How far does an electron move when a small molecule is excited? In HCN the computed distance is about 0.2 Å when it goes from a π to a π* orbital of the same bond, and about 0.8 Å when it leaves the lone pair on nitrogen for π*. A jump to a neighbouring molecule would cover several ångström. These lengths can be estimated with a pencil, because they follow from where the orbitals sit.

PySCF 2.14.0, linear-response TDDFT in the Tamm–Dancoff approximation with CAM-B3LYP/def2-SVP: singlet excited states of neutral CH2FN (HF and HCN) in the gas phase, at an unrelaxed geometry. Pair weights refer to natural transition orbitals; hole and electron are taken from unrelaxed difference densities.

| row | excitation energy (eV) | oscillator strength | leading pair weight | hole electron distance (Å) | hole electron overlap |
| --- | --- | --- | --- | --- | --- |
| 1 | 8.154 | 0.000 | 0.504 | 0.185 | 0.897 |
| 2 | 8.541 | 0.000 | 0.501 | 0.190 | 0.895 |
| 3 | 8.541 | 0.000 | 0.504 | 0.190 | 0.895 |
| 4 | 9.787 | 0.037 | 0.997 | 0.843 | 0.585 |
| 5 | 9.790 | 0.038 | 0.997 | 0.825 | 0.586 |

The formula CH2FN stands for two separate molecules, HF and HCN, held in an unrelaxed C–H···F contact. The atomic shares of hole and electron show that all five excitations stay almost wholly on HCN. The hole is the place the electron leaves, and the hole electron distance $d$ is measured between the centres of the two charge clouds. It therefore describes a shift within HCN, and HF is little more than a spectator.

The five rows fall into two classes. In rows 1 to 3 the leading pair weight is close to one half, since two equal π→π* orbital pairs share each state. Their energies, one single level below a degenerate pair, and their zero oscillator strengths fit the Σ⁻ and Δ states of a linear molecule. Rows 4 and 5 each consist of one pair, lone pair→π*, and are the two nearly degenerate partners of a Π state.

**Two limiting cases**

Consider first a bond between two identical atoms in a symmetric molecule. Its π and π* orbitals are both shared equally by the two ends, so hole and electron have the same centre and $d=0$. The bond in HCN is polar, but as a first guess the equal sharing may be kept. The rule for π→π* is then simply $d\approx 0$.

The opposite limit is a lone pair that sits wholly on nitrogen. If the electron ends in a π* orbital shared equally by carbon and nitrogen, its centre lies at the middle of the bond, half a bond length $R$ from the nitrogen nucleus. The hole, however, isn't centred on that nucleus. A lone pair points outward, away from carbon, and this adds an offset $\delta$:

$$d\approx \frac{R}{2}+\delta .$$

The offset comes from mixing s and p orbitals. A pure s or a pure p orbital is centred on its nucleus; in a mixture the two waves reinforce each other on one side and cancel on the other. For equal parts of s and p the centre moves by $\delta=\langle r\rangle/\sqrt{3}$, where $\langle r\rangle=5/(2\zeta)$ is the mean radius of a Slater shell with $n=2$. Slater's screening rules give nitrogen the exponent $\zeta=1.95$ per bohr, and hence $\delta\approx 0.39$ Å.

**Two rows worked**

Row 4 is a lone-pair excitation, and the C–N bond is 1.145 Å long. The rule gives

$$d\approx \frac{1.145}{2}+0.39\approx 0.96\ \text{Å},$$

against a computed 0.843 Å, an overestimate of about 14%. Nothing was fitted to this row or to any other.

Row 1 is a π→π* excitation, so the rule says zero, while the calculation gives 0.185 Å. Much of the difference is the polarity that was left out. Nitrogen attracts electrons more strongly than carbon, so the filled π orbitals lean towards nitrogen and the hole does too. The excited electron lies somewhat further towards the carbon and hydrogen end.

**What the atomic shares add**

The guess of equal sharing can be replaced by the computed shares of hole and electron on each atom. In row 1, nitrogen loses about 0.08 of an electron and the hydrogen of HCN gains about 0.05. Multiplying each by its distance from carbon, and neglecting the tiny part on HF, gives

$$d\approx 0.08\times 1.15+0.05\times 1.1\approx 0.15\ \text{Å}.$$

Most of the computed distance is thus recovered by placing the charges at the nuclei.

The same balance fails for the lone pair. In rows 4 and 5 it falls short by about 0.34 Å, whereas in the π→π* rows it lacks only 0.03 Å. This contrast is what an outward-pointing lone pair should produce: π and π* orbitals have no such offset along the bond. Only about 0.81 of the hole lies on nitrogen, so the expected contribution is $0.81\times0.39\approx0.32$ Å, close to what is needed.

The overlap of hole and electron points the same way. It is about 0.9 for π→π* and below 0.6 for the lone pair, although nitrogen holds a large share of both hole and electron in every row. The lone pair is concentrated on the molecular axis, exactly where a π* orbital has its node. Atomic shares alone can't express this difference in shape.

**Accuracy and range**

The pencil rule is within 0.2 Å of the calculation in all five rows. For the lone pair this is an error of roughly 15%; for π→π* it is the entire distance, so there the rule says only that the shift is small. With the computed shares and the offset, every row agrees to about 0.03 Å. The printed analysis that follows lists both estimates, neither of which contains a fitted constant.

That closer agreement deserves some caution. An equal s–p mixture gives the largest offset such a mixture can have, and the real lone pair need not reach it. Even this largest value leaves a little of the missing distance unexplained, so something else probably contributes. Part of the hole also lies on carbon, and any division of a charge cloud among atoms is a convention. The offset is therefore a plausible explanation of the extra distance, but its exact size isn't established by one molecule with two kinds of excitation. The computed distances also leave out how the other electrons readjust to the excitation, which often reduces the net shift of charge.

The rule needs a lone pair that belongs to one end of the molecule. In N₂ the lone pairs are shared symmetrically, their outward offsets cancel, and $d$ is zero again. It also needs a compact π* orbital as the destination. The small basis has no diffuse functions, so it cannot describe the spread-out Rydberg states that may lie near rows 4 and 5, and their place in the order of states is insecure.

Nor does the rule give excitation energies. The gap between the highest occupied and lowest empty orbital is 13.2 eV, yet row 1 lies at 8.15 eV, chiefly because the electron and the hole attract each other. Symmetry tells which levels coincide, but not how high they lie. For the distance, by contrast, it is enough to ask which atoms hold the hole and the electron, and whether the hole is a lone pair that leans outward.

The analysis program printed:

```
C-N bond length (angstrom): 1.145
half the C-N bond (angstrom): 0.5726
Slater exponent of nitrogen (1/bohr): 1.95
lone-pair offset for an equal s-p mixture (angstrom): 0.3917
lone-pair offset times hole share on N, row 4 (angstrom): 0.3173
share gained on excitation (electron less hole):
  row       N      C  H of HCN     HF
    1  -0.081  0.027     0.052  0.002
    2  -0.083  0.027     0.054  0.002
    3  -0.083  0.027     0.054  0.002
    4  -0.371   0.31     0.056  0.005
    5  -0.369  0.312     0.057      0
distances (angstrom):
  row  computed  hand rule  hand rule less computed  shares at nuclei  shares plus offset  refined less computed
    1     0.185          0                   -0.185            0.1548              0.1548               -0.03015
    2      0.19          0                    -0.19            0.1593              0.1593               -0.03074
    3      0.19          0                    -0.19            0.1593              0.1593               -0.03074
    4     0.843     0.9643                   0.1213            0.5017               0.819                 -0.024
    5     0.825     0.9643                   0.1393            0.4832              0.8004               -0.02455
rms error of the hand rule, all rows (angstrom): 0.1677
rms error of shares plus offset, all rows (angstrom): 0.0282
distance missing from shares at nuclei, mean of rows 1 to 3 (angstrom): 0.03054
distance missing from shares at nuclei, mean of rows 4 and 5 (angstrom): 0.3415
ratio of mean distances, rows 4 and 5 to rows 1 to 3: 4.428
largest deviation of leading pair weight from one half or one: 0.004
orbital gap HOMO to LUMO (eV): 13.16
orbital gap less excitation energy of row 1 (eV): 5.001
energy of row 2 less row 1 (eV): 0.387
```
